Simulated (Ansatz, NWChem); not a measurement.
# Ligand exchange: BH(CH3)(SH) + SiH3(InH2) → BH(CH3)(SiH3) + InH2(SH)

Species: BH(CH3)(SH), singlet; SiH3(InH2), singlet; BH(CH3)(SiH3), singlet; InH2(SH), singlet. The partners trade SH for SiH3: B–SH and In–SiH3 bonds give way to B–SiH3 and In–SH.

Shapes, held fixed at every level: PBE0-D4/def2-TZVP. Flexible molecules stand in one conformer, not always the lowest. Programs: Ansatz 0.2.0. Electronic energies: no zero-point or thermal term.

| level | kind | ΔE (kJ/mol) | less CCSD(T)/def2-TZVPP |
| --- | --- | --- | --- |
| HF/def2-TZVPP | Hartree–Fock | +34.3 | -11.4 |
| B3LYP-D4/def2-TZVPP | global hybrid | +44.6 | -1.1 |
| wB97X-V/def2-TZVPP | range-separated hybrid | +43.4 | -2.3 |
| B2PLYP/def2-TZVPP | double hybrid | +45.0 | -0.7 |
| MP2/def2-SVP | perturbation theory | +57.1 | +11.4 |
| CCSD/def2-SVP | coupled cluster or CI | +55.4 | +9.7 |
| CCSD(T)/def2-TZVPP | coupled cluster or CI | +45.7 | 0.0 |

The highest level, CCSD(T)/def2-TZVPP, gives ΔE = +45.7 kJ/mol; the levels span +34.3 to +57.1. The column of differences is taken from that level and isn't an error. No measured value is set beside it here. For atoms past krypton def2 sets carry core potentials with scalar relativity. Correlated rows may include outer-core shells of In, which these sets cover unevenly.

The exchange is uphill in electronic energy at every level, so boron keeps the thiolate and indium the silyl group. Bond polarity alone would favour the reverse, since indium is more electropositive than boron and should gain more from binding sulfur. The likely counterweight is π donation: a sulfur lone pair can delocalise into the empty, compact 2p orbital of three-coordinate boron, whereas the diffuse 5p orbital of indium accepts it poorly, and silyl has no lone pair to replace it. Stronger σ overlap at boron probably contributes too, but a total reaction energy can't separate the two effects.

In the same basis, Hartree–Fock gives +34.3 against +45.7 kJ/mol with CCSD(T), so correlation favours the reactant side without deciding the sign. The two highest values both come from the smaller basis, which suggests a basis-set contribution rather than a failing of MP2 or CCSD as such. The preference applies to isolated monomers; thiolate bridging between indium centres, common in condensed phases, could offset part of it.
